Dear colleague,

the chain you plan to bias is, under the premises below, an open totally asymmetric exclusion process, and its stationary state is known exactly. I derive the current, the phase diagram and the density profile, and then treat the line of equal entry and exit rates, where one domain wall wanders over the chain and the time-averaged density is linear. The matrix method is due to Derrida, Evans, Hakim and Pasquier (1993); Sch\"utz and Domany (1993) solved the model by recursion relations.

\section*{Premises}

The chain has $N$ sites with spacing $a$ (in m). Site $i$ is empty ($\tau_i=0$) or holds one particle ($\tau_i=1$). The dynamics is a continuous-time Markov process with three moves: a particle hops from $i$ to $i+1$ at rate $p$ (in $\mathrm{s^{-1}}$) if $i+1$ is empty; a particle enters site 1 at rate $\alpha p$ if it is empty; a particle leaves site $N$ at rate $\beta p$. The numbers $\alpha,\beta>0$ are dimensionless. There are no backward hops, all bulk bonds have the same rate, and exclusion is the only interaction. Until the numerical example I measure time in $1/p$ and length in $a$: a dimensionless current $J$ means $pJ$ particles per second, and a dimensionless diffusion constant $\mathcal D$ means $\mathcal D\,pa^2$ in $\mathrm{m^2\,s^{-1}}$.

Every configuration can be emptied through the exit, and every configuration can be built from the empty chain. The process on its $2^N$ states is therefore irreducible and has exactly one stationary distribution, so it suffices to exhibit one.

\section*{The matrix product state}

Assign to each configuration a word in two non-commuting letters, $X_1=D$ for a particle and $X_0=E$ for a hole, and set
\begin{equation}
P(\tau_1,\dots,\tau_N)=\frac{\langle W|X_{\tau_1}\cdots X_{\tau_N}|V\rangle}{Z_N},\qquad Z_N=\langle W|C^N|V\rangle,\qquad C=D+E,
\label{eq:mpa}
\end{equation}
with the rules
\begin{equation}
DE=D+E,\qquad \langle W|E=\frac1\alpha\langle W|,\qquad D|V\rangle=\frac1\beta|V\rangle,\qquad \langle W|V\rangle=1 .
\label{eq:alg}
\end{equation}

\emph{The rules are consistent.} Replace any $DE$ in a word by $D+E$. Each replacement shortens the word, so the procedure ends in a sum of words $E^nD^m$ with non-negative integer coefficients. The result does not depend on the order of replacements, by induction on the length: two occurrences of $DE$ cannot overlap, so after replacing one the other is intact; the shorter words have a unique reduction by hypothesis, which we may start with the other occurrence; and both orders then reach the same expression. Define $\langle W|E^nD^m|V\rangle=\alpha^{-n}\beta^{-m}$ and extend linearly. An $E$ put in front of a reduced word, or a $D$ put behind it, leaves it reduced, so the boundary rules hold for every word. All weights are positive, and no explicit matrices are needed.

\emph{The state is stationary.} The master equation is $\dot P=(h_L+\sum_{i=1}^{N-1}h_{i,i+1}+h_R)P$. The bond term moves probability from $(\tau_i,\tau_{i+1})=(1,0)$ to $(0,1)$ at unit rate, so acting on $X_{\tau_i}X_{\tau_{i+1}}$ it gives $+DE$ for $(0,1)$, $-DE$ for $(1,0)$ and zero otherwise. Introduce the numbers $\hat x_0=1$, $\hat x_1=-1$. The combination $\hat x_\tau X_{\tau'}-X_\tau\hat x_{\tau'}$ equals $0$, $D+E$, $-(D+E)$, $0$ for $(0,0)$, $(0,1)$, $(1,0)$, $(1,1)$, which by $DE=D+E$ is the action of the bond term. Let $T_i$ be the weight with the letter at site $i$ replaced by $\hat x_{\tau_i}$. Bond $(i,i+1)$ contributes $T_i-T_{i+1}$, and the bonds together $T_1-T_N$. The entry term replaces the first letter by $-\alpha E$ for $\tau_1=0$ and by $+\alpha E$ for $\tau_1=1$, which next to $\langle W|$ gives $-T_1$. The exit term replaces the last letter by $+\beta D$ for $\tau_N=0$ and by $-\beta D$ for $\tau_N=1$, which gives $+T_N$. The sum vanishes.

\emph{The current.} Across bond $(i,i+1)$, and at the two ends,
\begin{equation}
J_N=\langle\tau_i(1-\tau_{i+1})\rangle=\frac{\langle W|C^{i-1}DE\,C^{N-i-1}|V\rangle}{Z_N}=\frac{Z_{N-1}}{Z_N}=\alpha(1-\rho_1)=\beta\rho_N ,
\label{eq:J}
\end{equation}
with $\rho_i=\langle\tau_i\rangle$. The last two forms follow from the boundary rules in \eqref{eq:alg}.

\section*{The normalisation}

For a number $\gamma$, $(1-\gamma D)(1-\gamma E)=1-\gamma C+\gamma^2DE=1-\gamma(1-\gamma)C$. Put $z=\gamma(1-\gamma)$ and take the root that vanishes at $z=0$. Inverting both sides as power series reverses the order of the factors:
\begin{equation}
\sum_{N\ge0}z^NC^N=(1-\gamma E)^{-1}(1-\gamma D)^{-1},\qquad \gamma(z)=\frac{1-\sqrt{1-4z}}{2}.
\label{eq:res}
\end{equation}
All $E$ now stand to the left of all $D$, so
\begin{equation}
\mathcal Z(z)=\sum_{N\ge0}Z_Nz^N=F(\gamma(z)),\qquad F(\gamma)=\frac{1}{(1-\gamma/\alpha)(1-\gamma/\beta)} .
\label{eq:gf}
\end{equation}
This is symmetric in $\alpha$ and $\beta$, as the particle--hole symmetry $\tau_i\to1-\tau_{N+1-i}$, $\alpha\leftrightarrow\beta$ of the dynamics requires. I write $Z_N(\alpha,\beta)$ where the rates need naming.

Lagrange inversion of $\gamma=z/(1-\gamma)$ gives the coefficient of $z^N$ in $\gamma^k$ as $k/N$ times that of $\gamma^{N-k}$ in $(1-\gamma)^{-N}$, namely $k\,(2N-k-1)!/[N!\,(N-k)!]$. Expanding $F$ in $\gamma$ yields, for $N\ge1$,
\begin{equation}
Z_N=\sum_{k=1}^{N}\frac{k\,(2N-k-1)!}{N!\,(N-k)!}\;\frac{\beta^{-k-1}-\alpha^{-k-1}}{\beta^{-1}-\alpha^{-1}},
\label{eq:ZN}
\end{equation}
where the last factor becomes $(k+1)\alpha^{-k}$ for $\alpha=\beta$.

For $\alpha=\beta=1$, $\mathcal Z=(1-\gamma)^{-2}=\gamma^2/z^2$, so $Z_N$ is the coefficient of $z^{N+2}$ in $\gamma^2$, a Catalan number:
\begin{equation}
Z_N(1,1)=\frac{(2N+2)!}{(N+1)!\,(N+2)!},\qquad J_N=\frac{(N+1)(N+2)}{(2N+1)(2N+2)}=\frac{N+2}{2(2N+1)} .
\label{eq:cat}
\end{equation}
For $\alpha+\beta=1$, $1/F=1-\gamma(1-\gamma)/(\alpha\beta)=1-z/(\alpha\beta)$, so $J_N=\alpha\beta$ for all $N$. On this line the numbers $D=1/\beta$, $E=1/\alpha$ satisfy \eqref{eq:alg}, and the sites are independent with density $D/(D+E)=\alpha$.

\section*{Current for a long chain}

The growth of $Z_N$ is set by the singularity of $\mathcal Z$ nearest to the origin. The function $\gamma(z)$ is analytic in the plane cut along $z\ge1/4$, and there $\mathrm{Re}\,\gamma<1/2$. A pole $\gamma=\alpha$ therefore exists only if $\alpha<1/2$; it lies at $z_\alpha=\alpha(1-\alpha)<1/4$, and likewise for $\beta$. Since $z_\alpha$ increases with $\alpha$ below $1/2$, the smaller rate gives the nearer pole. The identity
\begin{equation}
z_\alpha-z=(\alpha-\gamma)(1-\alpha-\gamma)\quad\Rightarrow\quad \frac{1}{1-\gamma/\alpha}=\frac{\alpha(1-\alpha-\gamma)}{z_\alpha-z}
\label{eq:pole}
\end{equation}
makes the pole explicit.

\emph{Low density (LD), $\alpha<\min(\beta,1/2)$.} Evaluate the regular factors at $\gamma=\alpha$ and expand $1/(z_\alpha-z)=\sum_N z^N/z_\alpha^{N+1}$:
\begin{equation}
Z_N\simeq\frac{\beta(1-2\alpha)}{(\beta-\alpha)(1-\alpha)}\,z_\alpha^{-N},\qquad J=\alpha(1-\alpha).
\label{eq:LD}
\end{equation}
The rest grows at most as $z_1^{-N}$, where $z_1=z_\beta$ for $\beta<1/2$ and $z_1=1/4$ otherwise, so corrections fall exponentially.

\emph{High density (HD), $\beta<\min(\alpha,1/2)$.} By symmetry $J=\beta(1-\beta)$.

\emph{Maximal current (MC), $\alpha,\beta>1/2$.} Only the branch point remains. With $s=\sqrt{1-4z}$ and $\gamma=(1-s)/2$, $\mathcal Z=F(\tfrac12)-\tfrac s2F'(\tfrac12)+\dots$ Even powers of $s$ are polynomials in $z$, and $s^3$ is smaller than $s$ by a factor of order $1/N$. The coefficient of $z^N$ in $s$ is $-\frac2N\binom{2N-2}{N-1}\simeq-4^N/(2\sqrt\pi N^{3/2})$ by Stirling's formula. With $F'/F=1/(\alpha-\gamma)+1/(\beta-\gamma)$,
\begin{equation}
Z_N\simeq\frac{4\alpha\beta(\alpha+\beta-1)}{\sqrt\pi\,(2\alpha-1)^2(2\beta-1)^2}\,\frac{4^N}{N^{3/2}},\qquad J_N\simeq\frac14\Big(1+\frac{3}{2N}\Big)\to\frac14 ,
\label{eq:MC}
\end{equation}
which \eqref{eq:cat} confirms to this order. For $\alpha=1/2<\beta$, $F$ contains $1/s$, $Z_N\propto4^NN^{-1/2}$ and again $J=1/4$; for $\alpha=\beta=1/2$, $Z_N=4^N$.

\section*{Density profile in closed form}

The difference $\rho_i-\rho_{i+1}$ inserts $DC-CD=DE-ED$ at sites $i,i+1$. Call this $\Pi=D+E-ED$. Using $DE=D+E$,
\begin{equation}
D\Pi=\Pi,\qquad \Pi E=\Pi,\qquad \Pi^2=\Pi,\qquad \langle W|\Pi|V\rangle=\kappa\equiv\frac{\alpha+\beta-1}{\alpha\beta}.
\label{eq:Pi}
\end{equation}
Indeed $D\Pi=D^2+DE-(D+E)D=DE-ED$, $\Pi E=DE+E^2-E(D+E)=DE-ED$, and $\Pi^2=D\Pi+E\Pi-ED\Pi=\Pi$. Use \eqref{eq:res} on both sides of $\Pi$, with $x=\mu(1-\mu)$ and $y=\nu(1-\nu)$. The factor $(1-\mu D)^{-1}$ touches $\Pi$ from the left and becomes $1/(1-\mu)$; $(1-\nu E)^{-1}$ touches it from the right and becomes $1/(1-\nu)$:
\begin{equation}
\sum_{m,n}x^my^n\langle W|C^m\Pi C^n|V\rangle=\frac{\kappa}{(1-\mu/\alpha)(1-\mu)\,(1-\nu)(1-\nu/\beta)} .
\end{equation}
Comparison with \eqref{eq:gf} gives, exactly,
\begin{equation}
\rho_i-\rho_{i+1}=\kappa\,\frac{Z_{i-1}(\alpha,1)\,Z_{N-i-1}(1,\beta)}{Z_N(\alpha,\beta)} .
\label{eq:grad}
\end{equation}
With $\rho_1=1-J_N/\alpha$ this fixes the whole profile, which rises for $\alpha+\beta<1$ and falls for $\alpha+\beta>1$.

In LD, $\rho_1\to\alpha$. By \eqref{eq:LD} $Z_m(\alpha,1)z_\alpha^m$ is bounded, so the gradient at distance $n=N-i-1$ from the exit is bounded by a constant times $(z_\alpha/z_1)^n$. The bulk density is $\alpha$, with a layer at the exit. By symmetry it is $1-\beta$ in HD. In MC, at fixed $m=i-1$ and $N\to\infty$, \eqref{eq:MC} gives $\kappa Z_{N-m-2}(1,\beta)/Z_N\to4^{-m-2}(2\alpha-1)^2/\alpha^2$, and $\sum_m4^{-m}Z_m(\alpha,1)=4\alpha/(2\alpha-1)$ from \eqref{eq:gf} at $\gamma=1/2$. The drop across the entry region is thus $\frac12-\frac1{4\alpha}$, taking $\rho_1=1-\frac1{4\alpha}$ down to $1/2$. The exit region drops by $\frac12-\frac1{4\beta}$ to $\rho_N=\frac1{4\beta}$. All steps have one sign and the two drops exhaust $\rho_1-\rho_N$, so the bulk density is $1/2$.

The orders of the transitions follow. Across $\alpha=1/2$ at $\beta>1/2$ the bulk density is continuous and $J=\frac14-(\frac12-\alpha)^2$ joins $1/4$ with continuous slope: a continuous transition, mirrored at $\beta=1/2$. Across $\alpha=\beta<1/2$ the current is continuous, $\partial J/\partial\alpha$ jumps from $1-2\alpha$ to $0$, and the bulk density jumps from $\alpha$ to $1-\alpha$: a first-order line, ending at $\alpha=\beta=1/2$ where the jump closes.

\section*{The coexistence line}

Set $\alpha=\beta<1/2$, $b=1-2\alpha$, $z_0=\alpha(1-\alpha)$, so that $b^2=1-4z_0$. By \eqref{eq:pole}, $\mathcal Z=\alpha^2g(z)/(z_0-z)^2$ with $g=(1-\alpha-\gamma)^2$. Since $d\gamma/dz=1/(1-2\gamma)$, $g(z_0)=b^2$ and $g'(z_0)=-2$, so
\begin{equation}
\mathcal Z=\frac{\alpha^2b^2}{(z_0-z)^2}+\frac{2\alpha^2}{z_0-z}+\text{(regular up to }z=\tfrac14).
\end{equation}
The coefficients are $\alpha^2b^2(N+1)z_0^{-N-2}+2\alpha^2z_0^{-N-1}$, that is
\begin{equation}
Z_N=\frac{b^2L}{(1-\alpha)^2}\,z_0^{-N},\qquad L=N+n_0,\qquad n_0=1+\frac{2z_0}{b^2},\qquad J_N=z_0\Big(1-\frac1L\Big),
\label{eq:coex}
\end{equation}
up to relative terms smaller than $(4z_0)^N$ by a power of $N$. These come from the branch point and define the length $\xi_c=1/\ln[1/(4z_0)]$.

In \eqref{eq:grad}, $\kappa=-b/\alpha^2$, and \eqref{eq:LD} gives $Z_m(\alpha,1)=b(1-\alpha)^{-2}z_0^{-m}(1+r_m)$ with $r_m\propto e^{-m/\xi_c}m^{-3/2}$ at large $m$. Farther than $\xi_c$ from both ends the product is $-b^3(1-\alpha)^{-2}z_0^{-N}$, independent of $i$, and $\rho_{i+1}-\rho_i=b/L$. The symmetry $\rho_i+\rho_{N+1-i}=1$ fixes the constant:
\begin{equation}
\rho_i=\frac12+b\,u_i,\qquad u_i=\frac{i-(N+1)/2}{L}.
\label{eq:lin}
\end{equation}
For $N\to\infty$ the mean profile runs linearly from $\alpha$ to $1-\alpha$. At the ends \eqref{eq:J} gives $\rho_1=\alpha+(1-\alpha)/L=1-\rho_N$, which lies below the line \eqref{eq:lin} by $\alpha^2/(bL)$; this is the whole weight $(b/L)\sum_mr_m$ of the boundary layer.

This profile is not a gas in local equilibrium. Independent sites at density $1/2$ would carry the current $1/4$ at mid-chain, while \eqref{eq:J} gives $z_0<1/4$ on every bond. The two-point function shows what it is instead. Two insertions of $\Pi$ enclose $(1-\nu E)^{-1}(1-\nu D)^{-1}$, which \eqref{eq:Pi} turns into $(1-\nu)^{-2}$, so for $l\ge k+2$
\begin{equation}
\langle(\tau_k-\tau_{k+1})(\tau_l-\tau_{l+1})\rangle=\kappa\,\frac{Z_{k-1}(\alpha,1)\,Z_{l-k-2}(1,1)\,Z_{N-l-1}(1,\beta)}{Z_N},
\label{eq:gg}
\end{equation}
which on the line equals $-(b/L)\,z_0^{\,l-k}Z_{l-k-2}(1,1)$ away from the ends and decays as $e^{-(l-k)/\xi_c}$. Let $S_{ij}=\langle\tau_i\tau_j\rangle$ with $i<j$. Summing \eqref{eq:gg} over $k<i$, $l\ge j$ telescopes to $-(S_{ij}-S_{1j}-S_{iN}+S_{1N})$, which is therefore negligible for $j-i\gg\xi_c$. The boundary rules give $S_{1j}=\rho_j-q\rho'_{j-1}$ and $S_{iN}=q\rho'_i$, where $q=J_N/\alpha=(1-\alpha)(L-1)/L$ and the prime marks the chain with $N-1$ sites, for which $L$ becomes $L-1$. Then $q(\rho'_i-\rho'_{j-1})=-(1-\alpha)b(j-i-1)/L$ and $S_{1N}=q\rho'_1=z_0+(1-\alpha)b/L$, so $S_{ij}=\rho_j-z_0-(1-\alpha)b(u_j-u_i)$. With $1-\alpha=(1+b)/2$ and $z_0=(1-b^2)/4$,
\begin{equation}
\langle\tau_i\tau_j\rangle-\rho_i\rho_j=b^2\Big(\frac12+u_i\Big)\Big(\frac12-u_j\Big),\qquad i<j .
\label{eq:corr}
\end{equation}
Now take a wall at a position uniform on an interval of length $L$ centred on the chain, with independent sites of density $\alpha$ to its left and $1-\alpha$ to its right. Site $i$ is on the dense side with probability $w_i=\frac12+u_i$, which gives \eqref{eq:lin}. If $i$ is dense so is $j>i$, hence the covariance is $b^2(w_i-w_iw_j)$, which is \eqref{eq:corr}. The exact one- and two-point functions are those of a single sharp wall.

For the particle number $M=\sum_i\tau_i$, use $\rho_i(1-\rho_i)=z_0+b^2(\frac14-u_i^2)$, $\sum_iu_i=0$ and $\sum_{i,j}|i-j|=(N^3-N)/3$:
\begin{equation}
\mathrm{Var}\,M=Nz_0+b^2\Big[\frac{N^2}{4}-\frac{N^3-N}{6L}\Big]+O(1)=\frac{b^2N^2}{12}+N\Big(z_0+\frac{b^2n_0}{6}\Big)+O(1).
\label{eq:var}
\end{equation}
The remainder is $O(1)$ because \eqref{eq:lin} and \eqref{eq:corr} fail by $O(1/L)$ on $O(N)$ pairs of sites only.

\section*{Motion of the wall}

The algebra describes the stationary state only. For time dependence I add one premise, the domain-wall picture of Kolomeisky, Sch\"utz, Kolomeisky and Straley (1998): on long scales the wall position $\sigma$ is a Markovian drift--diffusion process reflected at the ends. Its two parameters then follow from results above.

Let $\alpha,\beta<1/2$ be close but not equal. The domains have densities $\alpha$ and $1-\beta$, a jump $\Delta=1-\alpha-\beta$, and currents $z_\alpha$, $z_\beta$. A wall moving right with velocity $v$ removes $\Delta v$ particles per unit time, so $\Delta v=z_\beta-z_\alpha=(\beta-\alpha)\Delta$ and $v=\beta-\alpha$. With reflecting ends the probability flux $vw-\mathcal D\,\partial_\sigma w$ vanishes, so the wall density is $w\propto e^{v\sigma/\mathcal D}$, and the mean gradient is $\Delta w$. Equation \eqref{eq:grad} gives this gradient as proportional to $z_\alpha^{-i}z_\beta^{\,i}=e^{i/\xi}$. Matching the two to first order in $\beta-\alpha$,
\begin{equation}
\frac1\xi=\ln\frac{\beta(1-\beta)}{\alpha(1-\alpha)}\simeq\frac{(\beta-\alpha)\,b}{z_0},\qquad \mathcal D=\lim_{\beta\to\alpha}v\,\xi=\frac{\alpha(1-\alpha)}{1-2\alpha}.
\label{eq:D}
\end{equation}
A separate, heuristic count gives the same value. A small density excess travels at $dJ/d\rho=1-2\rho$, that is at $+b$ in the dilute and $-b$ in the dense domain, towards the wall in both. Take each domain as independent sites with variance $z_0$, as is exact for a chain with $\alpha+\beta=1$. In time $t$ the wall absorbs the excess of $bt$ sites from each side, with variance $2z_0bt$, and an excess $\delta M$ shifts it by $-\delta M/b$. Hence $\langle\delta\sigma^2\rangle=2z_0t/b=2\mathcal Dt$.

On the line $v=0$, and diffusion on $0<\sigma<L$ has the modes $\sqrt2\cos(k\pi\sigma/L)$, normalised for the uniform distribution, with rates $k^2/t_1$ and $t_1=L^2/(\pi^2\mathcal D)$. The coarse-grained density at mid-chain is $\alpha+b\,\theta(L/2-\sigma)$, with $\theta$ the unit step. The step has mode amplitudes $\sqrt2\sin(k\pi/2)/(k\pi)$, so its autocorrelation is $\sum_{k\,\mathrm{odd}}2(k\pi)^{-2}e^{-k^2t/t_1}$. An average over a time $T\gg t_1$ has a variance of $2/T$ times the time integral of the autocorrelation; with $\sum_{k\,\mathrm{odd}}k^{-4}=\pi^4/96$,
\begin{equation}
\epsilon^2=\frac{2b^2}{T}\sum_{k\,\mathrm{odd}}\frac{2L^2}{\pi^4k^4\mathcal D}=\frac{b^2L^2}{24\,\mathcal D\,T}.
\label{eq:eps}
\end{equation}
This leaves out the fast occupation noise within a domain, a total correlation weight $z_0$ passing the site at speed $b$, which is of size $z_0/(bT)$. For a small mismatch, $w\propto e^{\sigma/\xi}$ puts the wall in the left half with probability $w_<$, and
\begin{equation}
\rho_{\rm mid}=\alpha+\Delta\,w_<,\qquad w_<=\frac{e^{\lambda/2}-1}{e^{\lambda}-1}=\frac{1}{e^{\lambda/2}+1},\qquad\lambda=\frac L\xi .
\label{eq:mis}
\end{equation}

\section*{Range of validity}

Equations \eqref{eq:mpa}--\eqref{eq:cat}, \eqref{eq:grad} and \eqref{eq:gg} are exact for all $N$ and all $\alpha,\beta>0$ under the premises. The phase diagram is the limit $N\to\infty$, reached exponentially in LD and HD and as $1/N$ in MC and on the coexistence line. Equations \eqref{eq:coex}, \eqref{eq:lin} and \eqref{eq:corr} need $N$, the distance from the ends and the separation $j-i$ to exceed $\xi_c$. As $\alpha\to1/2$, $\xi_c\simeq1/b^2$ and $n_0\simeq1/(2b^2)$ diverge, so the condition is $b^2N\gg1$. The profile is straight only for $L\ll|\xi|$, that is $|\beta-\alpha|\ll\mathcal D/L$, and only after averaging over $T\gg t_1$; a snapshot shows a step. The results for $\mathcal D$, $t_1$ and $\epsilon$ rest on the added premise, which needs $t_1$ to be long against the time $L/b$ in which a fluctuation crosses the chain. I have not shown that the length $L$ of the statics is also the right one for the dynamics, so $t_1$ and $T$ are uncertain by a relative $2n_0/N$. Backward hops, unequal bulk rates, rates that depend on neighbouring occupations, and particles entering or leaving in the bulk lie outside the derivation: the telescoping in the proof of stationarity used $DE=D+E$ on every bond.

\section*{Numerical illustration}

Take a linear array of semiconductor quantum dots, each holding zero or one extra electron because of Coulomb blockade, with incoherent hopping down an energy staircase. All inputs are chosen for illustration: $N=100$, $a=1.0\times10^{-7}\,\mathrm m$, $p=1.0\times10^{8}\,\mathrm{s^{-1}}$, $\alpha=\beta=0.25$ (with $\alpha p$ the total entry rate for both spin directions), temperature $\Theta=0.10\,\mathrm K$, energy drop $\varepsilon=1.6\times10^{-23}\,\mathrm J$ per bond, and neighbour repulsion assumed screened. Then $\varepsilon/k_B\Theta=11.6$, detailed balance makes backward hops rarer than forward ones by $e^{-11.6}=9\times10^{-6}$, and the level broadening is small, $\hbar p/k_B\Theta=0.0076$. The digits below are those of the model with these inputs taken as exact.

\emph{Statics.} $b=0.5$, $z_0=0.1875$, $n_0=2.5$, $L=102.5$; $4z_0=0.75$ gives $\xi_c=3.5$ sites and $(4z_0)^{N}=3.2\times10^{-13}$. From \eqref{eq:coex}, $J_{100}=0.18567$, or $pJ=1.8567\times10^{7}\,\mathrm{s^{-1}}$, and with the elementary charge $e$ the electric current is $epJ=2.975\times10^{-12}\,\mathrm A$. The infinite chain carries $3.004\times10^{-12}\,\mathrm A$, the finite-size deficit being $1/L=0.98\,\%$, and the MC plateau is $ep/4=4.005\times10^{-12}\,\mathrm A$. The slope is $b/L=0.004878$ per site:
\begin{center}
\begin{tabular}{c|ccccc}
$i$ & 1 & 25 & 50 & 75 & 100\\ \hline
$\rho_i$ & 0.2573 & 0.3756 & 0.4976 & 0.6195 & 0.7427
\end{tabular}
\end{center}
The end values come from \eqref{eq:J}, the others from \eqref{eq:lin}; that line continued to $i=1$ gives $0.2585$, higher by $0.0012$. The two terms of the last form of \eqref{eq:var} are $208.3$ and $29.2$, so $\mathrm{Var}\,M\approx237.5$ up to a term of order one, and the electron number has a standard deviation of $15.4$ about its mean $N/2$. Independent sites in either pure phase would give $\sqrt{Nz_0}=4.3$.

\emph{Dynamics.} $\mathcal D=0.375$, or $\mathcal Dpa^2=3.75\times10^{-7}\,\mathrm{m^2\,s^{-1}}$. The slowest mode relaxes in $t_1=2.8\times10^{-5}\,\mathrm s$, uncertain by $2n_0/N=5\,\%$. The crossing time $L/(bp)=2.05\times10^{-6}\,\mathrm s$ is shorter by a factor of $14$, a moderate separation. In \eqref{eq:eps} $b^2L^2/(24\mathcal D)=292$, against $z_0/b=0.375$ for the omitted fast noise. A statistical uncertainty $\epsilon=0.01$ in the mid-chain density needs $T=292/(\epsilon^2p)=2.9\times10^{-2}\,\mathrm s$, about $1.0\times10^{3}$ relaxation times.

\emph{Tuning.} Raise the exit rate by one per cent, to $\beta=0.2525$ with $1-\beta=0.7475$. Then $\xi=1/\ln(0.2525\times0.7475/0.1875)=151$ sites, $\lambda=0.68$, $w_<=0.42$ and $\Delta=0.4975$, and \eqref{eq:mis} gives $\rho_{\rm mid}=0.46$ in place of $1/2$. To first order $w_<=\frac12-\lambda/8$, so the shift from the tilted wall distribution is $b\lambda/8=b^2L(\beta-\alpha)/(8z_0)$, and keeping it below $0.01$ requires $|\beta-\alpha|<5.9\times10^{-4}$, a match of entry and exit rates to $0.2\,\%$.

With best regards